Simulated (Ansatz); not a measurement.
# Ta: energy less free atoms and pressure against volume scale

All results are calculated (Ansatz 0.2.0). Periodic Kohn-Sham DFT of a crystal at fixed atoms, scaled to volume_scale times the given cell; pressure positive in compression, energy less spherical unpolarised free atoms, largest_vzz the field gradient of largest size among the nuclei.

The cell before it is scaled or strained (space group Fm-3m, No. 225):
```
cell vectors (Å)
   0.0000     2.1100     2.1100
   2.1100     0.0000     2.1100
   2.1100     2.1100     0.0000
atoms (fractions of the cell vectors)
Ta  0.00000  0.00000  0.00000
```

Settings of every row: method all-electron LAPW; functional PBEsol; relativity scalar; k mesh 17x17x17; filling fermi-dirac; smearing width 0.05 eV; basis error target 1 meV/atom; nucleus gaussian.

Atom start moment: 0 on all atoms.

Limits: no spin-orbit coupling on heavy atoms.

| row | volume scale | V (Å³/atom) | energy less free atoms (eV/atom) | pressure (GPa) |
| --- | --- | --- | --- | --- |
| 1 | 0.94 | 17.661 | ? | ? |
| 2 | 0.96 | 18.036 | -10.2068 | 1.892 |
| 3 | 0.98 | 18.412 | -10.2063 | -2.257 |
| 4 | 0.99 | 18.6 | -10.2025 | -4.185 |
| 5 | 1 | 18.788 | -10.1965 | -6.019 |
| 6 | 1.01 | 18.976 | -10.1884 | -7.766 |
| 7 | 1.02 | 19.164 | -10.1783 | -9.428 |
| 8 | 1.04 | 19.539 | -10.1525 | -12.515 |
| 9 | 1.06 | 19.915 | -10.1198 | -15.309 |

Question: what energy less free atoms and pressure should row 1 give?

Worked fit of energy less free atoms. Take u = (V_r/V)^(2/3) − 1 with V_r = 18.882 Å³ an atom, which is twice the finite (Eulerian) strain; such expansions in the strain, on which the Birch-Murnaghan equation of state is built, carry the rest volume and the bulk modulus. The shown rows have u = 0.03103, 0.01695, 0.01008, 0.00333, -0.00331, -0.00983, -0.02254, -0.03489. Least squares give energy less free atoms = −10.1927 − 1.2238 × u + 24.813 × u² eV/atom; a straight line predicts inner rows, each left out in turn, worse (root mean square 0.0081 against 2.2e-05 eV/atom). All shown rows lie on it to the printed digit. Its lowest point lies at u = 0.0247, or V = 18.2 Å³ an atom, and the curvature there gives the bulk modulus at fixed shape and fractions, B = (4/9)(1 + u)² E″(u)/V = 204 GPa. The withheld row has u = 0.04557, so the fit gives −10.1927 − 1.2238 × (0.04557) + 24.813 × (0.04557)² = -10.1969 eV/atom.

The calculation gave -10.1971 eV/atom. The fit lies 0.0002 eV/atom (0.23 % of the column's range) above it; its largest miss of a shown row is 0.0000 eV/atom. This row lies beyond the range of the fit.

Worked fit of pressure. Take u = (V_r/V)^(2/3) − 1 with V_r = 18.882 Å³ an atom, which is twice the finite (Eulerian) strain; such expansions in the strain, on which the Birch-Murnaghan equation of state is built, carry the rest volume and the bulk modulus. The shown rows have u = 0.03103, 0.01695, 0.01008, 0.00333, -0.00331, -0.00983, -0.02254, -0.03489. Least squares give pressure = −6.9036 + 263.395 × u + 644.42 × u² GPa; a straight line predicts inner rows, each left out in turn, worse (root mean square 0.21 against 0.0029 GPa). The rows lie off it by 0.002, -0.003, -0.002, 0.000, 0.002, 0.003, -0.002, 0.000. The pressure vanishes at u = 0.0247, or V = 18.2 Å³ an atom, and there the bulk modulus at fixed shape and fractions is B = −V dP/dV = (2/3)(1 + u) dP/du = 202 GPa. The withheld row has u = 0.04557, so the fit gives −6.9036 + 263.395 × (0.04557) + 644.42 × (0.04557)² = 6.438 GPa.

The calculation gave 6.462 GPa. The fit lies 0.024 GPa (0.11 % of the column's range) below it; its largest miss of a shown row is 0.003 GPa. This row lies beyond the range of the fit.
